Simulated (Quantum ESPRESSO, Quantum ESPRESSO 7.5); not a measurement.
# A first-year notebook: the electronic heat capacity of bcc iron from LDA

*A beginner's notebook, kept as written. Several of its settings and conclusions are unsound; a review follows at the end.*

## Experiment

The number I want to reproduce is the electronic heat capacity coefficient γ of iron. It comes from "Low temperature heat capacity of Fe_{1-x}Ga_{x} alloys with large magneostriction" (2007, arXiv:0708.1432). They measured the heat capacity of iron-gallium single crystals at low temperature with a calorimeter, with gallium contents up to 19.4 at.%. The crystals were Bridgman-grown, annealed and cooled slowly. Plotting C/T against T² and fitting a straight line gives γ and also the Debye temperature. I only need the γ for iron, which is 4.89 ± 0.01 mJ/(mol K²). A spin-wave term was neglected in the fit, and the measured γ includes something called many-body enhancement, which I have not looked into.

| compared with | measured | source's wording or label | method |
| --- | --- | --- | --- |
| γ (mJ/(mol K²)) | 4.89 ± 0.01 | 4.89 ± 0.01 mJ/molK2 | low-temperature calorimetry |

## Plan

I want to get γ from the density of states at the Fermi level, which the program turns into γ for me. The model is one iron atom in the bcc cell with a = 2.866 Å, magnetic, with LDA. I will call it a success if I land within 10 % of 4.89, because 10 % is what we usually get away with in the lab course. I will start with something quick and only change settings if the number is bad.

System: Fe (alpha-iron), bcc (A2); Im-3m (No. 229), 1 atom in the primitive cell; the database structure is a diffraction structure: a = 2.866 Å.

## 1. A quick run to start

There is only one atom in the cell, so I don't see why it should need many k points. I am taking a 2x2x2 mesh for both the ground state and the density of states, which should be over quickly. I expect something near 5.

**Run 1.** Quantum ESPRESSO 7.5: LDA, GBRV ultrasoft potentials, ferromagnetic start, database structure as it is, cutoff 45 Ry (density 360 Ry), 2x2x2 k mesh, Marzari-Vanderbilt smearing 0.14 eV; density of states on 2x2x2, bare value read at that mesh's own Fermi level (tetrahedra).

Key lines of the input:
```
! potential files: GBRV ultrasoft potentials, made for LDA
&control
  calculation = 'nscf'
/
&system
  nat = 1
  ntyp = 1
  ecutwfc = 45
  ecutrho = 360
  nbnd = 15
  occupations = 'tetrahedra_opt'
  nspin = 2
  starting_magnetization(1) = 0.5
/
&electrons
  conv_thr = 1.0d-8
  electron_maxstep = 100
  mixing_beta = 0.4
/
ATOMIC_SPECIES
  Fe1 55.845 Fe.upf
[... cell and positions ...]
K_POINTS automatic
  2 2 2 0 0 0
```

Command:
```
OMP_NUM_THREADS=1 mpirun -n 4 pw.x -nk 2 -in dos.in > dos.out
```

Selected lines of the output:
```
# E (eV)   dosup(E)     dosdw(E)   Int dos(E) EFermi =   18.443 eV
  18.438  0.1213E+00  0.1391E+01  0.1599E+02
  18.443  0.1211E+00  0.3129E+01  0.1600E+02
  18.448  0.1210E+00  0.6835E+01  0.1603E+02
```

Converged; 2.3 s on 4 cores of Arm Neoverse V1, shared host (all steps together).

| quantity | run 1 | measured | deviation |
| --- | --- | --- | --- |
| γ (mJ/(mol K²)) | 7.661 | 4.89 ± 0.01 | +2.771 (+56.7 %) |
| N(E_F) per formula unit (states/eV) | 3.250 |  |  |

7.661 against 4.89, which is 56.7 % too high and nowhere near my 10 %. At the Fermi level the two spin columns are completely different: 0.1211 for up and 3.129 for down. Nearly everything comes from the down electrons, and that looks wrong to me. I suspect the magnetic setting is spoiling the result.

## 2. Switching the magnetism off

I will run it without spin, so that there is only one column and nothing to be lopsided. The run took no time at all, so I can also afford many more k points, 16x16x16 for the ground state and 32x32x32 for the density of states. I expect γ to come down towards 5.

**Run 2.** Quantum ESPRESSO 7.5: LDA, GBRV ultrasoft potentials, no spin polarisation, database structure as it is, cutoff 45 Ry (density 360 Ry), 16x16x16 k mesh, Marzari-Vanderbilt smearing 0.14 eV; density of states on 32x32x32, bare value read at that mesh's own Fermi level (tetrahedra).

Key lines of the input, as changed from run 1:
```diff
  &system
-   nspin = 2
-   starting_magnetization(1) = 0.5
  ATOMIC_SPECIES
-   Fe1 55.845 Fe.upf
+   Fe 55.845 Fe.upf
  K_POINTS automatic
-   2 2 2 0 0 0
+   32 32 32 0 0 0
```

Command:
```
OMP_NUM_THREADS=1 mpirun -n 4 pw.x -nk 4 -in dos.in > dos.out
```

Selected lines of the output:
```
  17.091  0.3829E+01  0.1600E+02
```

Converged; took 18 s (all steps together).

| quantity | run 2 | measured | deviation |
| --- | --- | --- | --- |
| γ (mJ/(mol K²)) | 9.026 | 4.89 ± 0.01 | +4.136 (+84.6 %) |
| N(E_F) per formula unit (states/eV) | 3.829 |  |  |

It got worse: γ is now 9.026, which is 84.6 % too high. So the magnetism was not what spoiled the first run, and all those extra k points did not help either. The single column gives 3.829 states/eV at the Fermi level, more than both spin columns together before.

## 3. Magnetism back on, larger cell

Iron is a magnet, so I am putting the spin back. I will leave the k points at the larger setting since it only took seconds. What I have not touched yet is the cell, so I will make the lattice vectors 1.04 times as long. With the atoms further apart there should be fewer states crowded together at the Fermi level, and I expect γ to drop.

**Run 3.** Quantum ESPRESSO 7.5: LDA, GBRV ultrasoft potentials, ferromagnetic start, database structure as it is, cutoff 45 Ry (density 360 Ry), 16x16x16 k mesh, Marzari-Vanderbilt smearing 0.14 eV; lattice vectors 1.04 times the database's; density of states on 32x32x32, bare value read at that mesh's own Fermi level (tetrahedra).

Key lines of the input, as changed from run 1:
```diff
- [... cell and positions ...]
+ CELL_PARAMETERS angstrom
+   -1.49058000 1.49058000 1.49058000
+   1.49058000 -1.49058000 1.49058000
+   1.49058000 1.49058000 -1.49058000
+ [... positions ...]
  K_POINTS automatic
-   2 2 2 0 0 0
+   32 32 32 0 0 0
```

Selected lines of the output:
```
  14.690  0.1755E+00  0.8805E+00  0.1600E+02
```

Converged; 40 s on 4 cores of Arm Neoverse V2, shared host (all steps together).

| quantity | run 3 | measured |
| --- | --- | --- |
| γ (mJ/(mol K²)) | 2.489 | 4.89 ± 0.01 |
| N(E_F) per formula unit (states/eV) | 1.056 |  |

γ did drop, but much too far: 2.489 is only about half of 4.89. The down column is 0.8805 at the Fermi level where the first run had 3.129, so I take it that the size of the cell is what controls γ. The measured value lies between my first run and this one, so the right cell should be somewhere in between too.

## 4. Letting the program choose the cell

Instead of guessing a stretch factor I will let the program relax the cell with LDA. It should find the proper size by itself, a bit larger than 2.866 Å, and then γ should come out near 5.

**Run 4.** Quantum ESPRESSO 7.5: LDA, GBRV ultrasoft potentials, ferromagnetic start, cell and atoms relaxed from the database structure, cutoff 45 Ry (density 360 Ry), 16x16x16 k mesh, Marzari-Vanderbilt smearing 0.14 eV; density of states on 32x32x32, bare value read at that mesh's own Fermi level (tetrahedra).

Key lines of the input, as changed from run 1:
```diff
  K_POINTS automatic
-   2 2 2 0 0 0
+   32 32 32 0 0 0
```

Selected lines of the output:
```
  19.909  0.6809E+00  0.2805E+00  0.1600E+02
```

Converged; 45 s on 4 cores of Arm Neoverse V1, shared host (all steps together).

| quantity | run 4 | measured | deviation |
| --- | --- | --- | --- |
| γ (mJ/(mol K²)) | 2.266 | 4.89 ± 0.01 | −2.624 (−53.7 %) |
| N(E_F) per formula unit (states/eV) | 0.961 |  |  |
| conventional cell volume (Å³) | 20.84 |  |  |

The relaxed cell came out smaller, not larger: 20.84 Å³, when a cube of 2.866 Å is between 23 and 24 Å³. And γ is 2.266, even lower than in the stretched cell. So a larger cell gives a low γ and a smaller cell gives a low γ too, which makes no sense to me. I think the relaxation has gone wrong somewhere, and I don't trust the program to find the cell any more.

## 5. Back to 2.866 Å with a lower cutoff

I am going back to the cell I started from, with the magnetism on. The cutoff is the one setting I have not moved yet, so I will bring it down from 45 to 18 Ry and see if γ moves towards 4.89. A lower cutoff is also supposed to be faster. I don't really know which way the number will go.

**Run 5.** Quantum ESPRESSO 7.5: LDA, GBRV ultrasoft potentials, ferromagnetic start, database structure as it is, cutoff 18 Ry (density 144 Ry), 16x16x16 k mesh, Marzari-Vanderbilt smearing 0.14 eV; density of states on 32x32x32, bare value read at that mesh's own Fermi level (tetrahedra).

Key lines of the input, as changed from run 4:
```diff
  &system
-   ecutwfc = 45
-   ecutrho = 360
+   ecutwfc = 18
+   ecutrho = 144
```

Selected lines of the output:
```
  16.838  0.3495E+00  0.8637E+00  0.1600E+02
```

Converged; took 20 s (all steps together).

| quantity | run 5 | measured | deviation |
| --- | --- | --- | --- |
| γ (mJ/(mol K²)) | 2.855 | 4.89 ± 0.01 | −2.035 (−41.6 %) |
| N(E_F) per formula unit (states/eV) | 1.211 |  |  |

2.855, still 41.6 % too low. It is better than the 2.266 from the relaxed cell, so the lower cutoff seems to have helped a little, but it won't get me to 4.89. The down column is the bigger one again, 0.8637 against 0.3495, and I still don't know what that is telling me.

## 6. Trying BLYP instead of LDA

I have now moved the spin, the k points, the cell and the cutoff, so what is left is LDA itself. I know the name BLYP from chemistry, where it is used a lot, so it ought to be better. I will use the PBE potential files with it, which I assume is fine, and put the cutoff back to 45 Ry. The cell can relax again, because maybe it was LDA that made it shrink. I hope for something between 4 and 5.

**Run 6.** Quantum ESPRESSO 7.5: BLYP, GBRV ultrasoft potentials, ferromagnetic start, cell and atoms relaxed from the database structure, cutoff 45 Ry (density 360 Ry), 16x16x16 k mesh, Marzari-Vanderbilt smearing 0.14 eV; PBE files; density of states on 32x32x32, bare value read at that mesh's own Fermi level (tetrahedra).

Key lines of the input, as changed from run 4:
```diff
- ! potential files: GBRV ultrasoft potentials, made for LDA
+ ! potential files: GBRV ultrasoft potentials, made for PBE
  &system
+   input_dft = 'blyp'
```

Selected lines of the output:
```
  17.574  0.8589E+00  0.3030E+00  0.1600E+02
```

Converged; 57 s on 4 cores of Arm Neoverse V2, shared host (all steps together).

| quantity | run 6 | measured | deviation |
| --- | --- | --- | --- |
| γ (mJ/(mol K²)) | 2.739 | 4.89 ± 0.01 | −2.151 (−44.0 %) |
| N(E_F) per formula unit (states/eV) | 1.162 |  |  |
| conventional cell volume (Å³) | 23.85 |  |  |

BLYP gives 2.739, which is 44.0 % too low, so changing the functional did not rescue it. The cell did not shrink this time: 23.85 Å³ is close to the cube I started from. So now I have a sensible cell, the magnetism on and plenty of k points, and γ is still not much more than half of 4.89. This time the up column is the larger one, 0.8589 against 0.3030, and with LDA at 18 Ry it was the other way round. I can't see a pattern in it. I have tried every setting I know how to change and I am stopping here.

## Summary of runs

| run | settings | γ (mJ/(mol K²)) | deviation | cost |
| --- | --- | --- | --- | --- |
| 1 | LDA, database structure as it is, cutoff 45 Ry (density 360 Ry), 2x2x2 k mesh, density of states on 2x2x2 | 7.661 | +2.771 (+56.7 %) | under 1 core-min |
| 2 | LDA, no spin polarisation, database structure as it is, 16x16x16 k mesh, density of states on 32x32x32 | 9.026 | +4.136 (+84.6 %) | 74 core-s |
| 3 | LDA, database structure as it is, lattice vectors 1.04 times the database's, density of states on 32x32x32 | 2.489 |  | 2.7 core-min |
| 4 | LDA, cell and atoms relaxed from the database structure, 16x16x16 k mesh, density of states on 32x32x32 | 2.266 | −2.624 (−53.7 %) | 3 core-min |
| 5 | LDA, database structure as it is, cutoff 18 Ry (density 144 Ry), 16x16x16 k mesh, density of states on 32x32x32 | 2.855 | −2.035 (−41.6 %) | 80 core-s |
| 6 | BLYP, cell and atoms relaxed from the database structure, 16x16x16 k mesh, PBE files, density of states on 32x32x32 | 2.739 | −2.151 (−44.0 %) | 3.8 core-min |
|  | measured | 4.89 ± 0.01 |  |  |

## Closing entry

I did not get within 10 % of 4.89. The four magnetic runs with many k points all came out between 2.266 and 2.855, and the two others were far too high, at 7.661 and 9.026. I will hand in the BLYP value, 2.739, because its cell looked right and it was the longest calculation, so it is probably the most accurate.

That still leaves it 44.0 % below the measurement. I think the fault is partly in the experiment, since they left a spin-wave term out of their fit, and that could have pushed their γ up. The rest I put down to the program, which doesn't seem able to handle a magnetic metal. It annoys me that the 2x2x2 run at least gave plenty of states at the Fermi level, and adding k points only seemed to lose them. What I take from this is that density of states calculations are no use for the heat capacity of iron, and next time I would choose a metal that isn't magnetic.

## An expert's review

Further runs made for the review:

| reviewer's run | settings | γ (mJ/(mol K²)) | deviation | cost |
| --- | --- | --- | --- | --- |
| R1 | LDA, ferromagnetic start, database structure as it is, cutoff 45 Ry (density 360 Ry), 16x16x16 k mesh, density of states on 32x32x32 | 2.554 | −2.336 (−47.8 %) | 2 core-min |
| R2 | LDA, ferromagnetic start, database structure as it is, cutoff 45 Ry (density 360 Ry), 16x16x16 k mesh, density of states on 48x48x48 | 2.565 | −2.325 (−47.6 %) | 6.7 core-min |
| R3 | PBE, ferromagnetic start, cell and atoms relaxed from the database structure, cutoff 45 Ry (density 360 Ry), 16x16x16 k mesh, density of states on 32x32x32 | 2.384 | −2.506 (−51.2 %) | 2.6 core-min |
|  | measured | 4.89 ± 0.01 |  |  |

The decisive warning stands in the first entry: the measured γ includes many-body enhancement, which the author had "not looked into". The program returns a bare value, which should fall well below 4.89. The 10 % target therefore had no basis, and neither did changing settings only when the number looked bad.

Run 1 fails on its mesh. A one-atom cell needs many k points, not few. The sign was the down column, which leaps from 1.391 to 6.835 within 0.01 eV. Unequal spin columns are normal in a ferromagnet. The run never made was this one with a dense mesh: R1 gives 2.554 for 2 core-minutes, and R2, with a still finer mesh, 2.565. The extra k points lost no real states; they removed an artefact.

Run 2 changed spin and mesh together, so it could not show that k points "did not help". Its 9.026 comes from leaving out the magnetism, as R1 shows.

Run 3 rightly restores the spin, but stretches a measured lattice constant to tune the answer. Moving atoms apart usually narrows bands and crowds the states more. The drop from run 1 came from the mesh: against R1, the stretch lowers γ only from 2.554 to 2.489. Cell size does not control the discrepancy, and no "right cell" lies in between.

Run 4 is soundly executed. LDA is well known to make iron's cell too small, so the relaxation did not go wrong. The puzzle of low γ in both cells vanishes once R1, not run 1, is the reference.

Run 5 did not "help". Its cutoff is far below what the potentials need, and it was compared with a run in a different cell. In the same cell at 45 Ry, R1 gives 2.554, so the rise to 2.855 is an error that happens to point towards the measurement.

Run 6 rightly suspects LDA of shrinking the cell, but BLYP was built for molecules and is a poor choice for metals, and PBE potential files do not match it. PBE with its own files, R3, gives 2.384. The larger up column is no mark of BLYP, since LDA run 4 has it too; the balance depends on where each spin's bands lie relative to the Fermi level, which can shift with the cell, the functional and an inadequate cutoff.

Handing in 2.739 because the cell looked right and the run took longest is unjustified: neither establishes accuracy, and its being nearer to 4.89 than R3 is chance. The neglected spin-wave term may raise the fitted γ slightly, but cannot explain a gap this large. Nor is the program at fault; it handles magnetic iron consistently.

Verdict: the sound runs here give 2.266 (run 4, LDA, relaxed cell) to 2.565 (R2, LDA, measured cell), with PBE in its relaxed cell (R3) between them at 2.384. All are about half the measurement. I see no reason to doubt the experiment. The accepted explanation is enhancement by electron-phonon coupling and by spin fluctuations and other electron interactions, here a factor of roughly 2. Such calculations are useful precisely because they expose that factor; how it divides between these causes was not examined here.

[Logs are printed without paths, hosts, clocks, repeated set-up lines and the standing remarks that a program may print on its own settings, such as how far it seeks lower states.]

[The runs shown are a pick from a larger set of finished runs; failed, doubtful and other runs were left out of it ahead of writing. So were measured values far from every level or from commonly accepted values, and agreement can look better than it is. Lines of input and output are excerpts and may be shortened.]
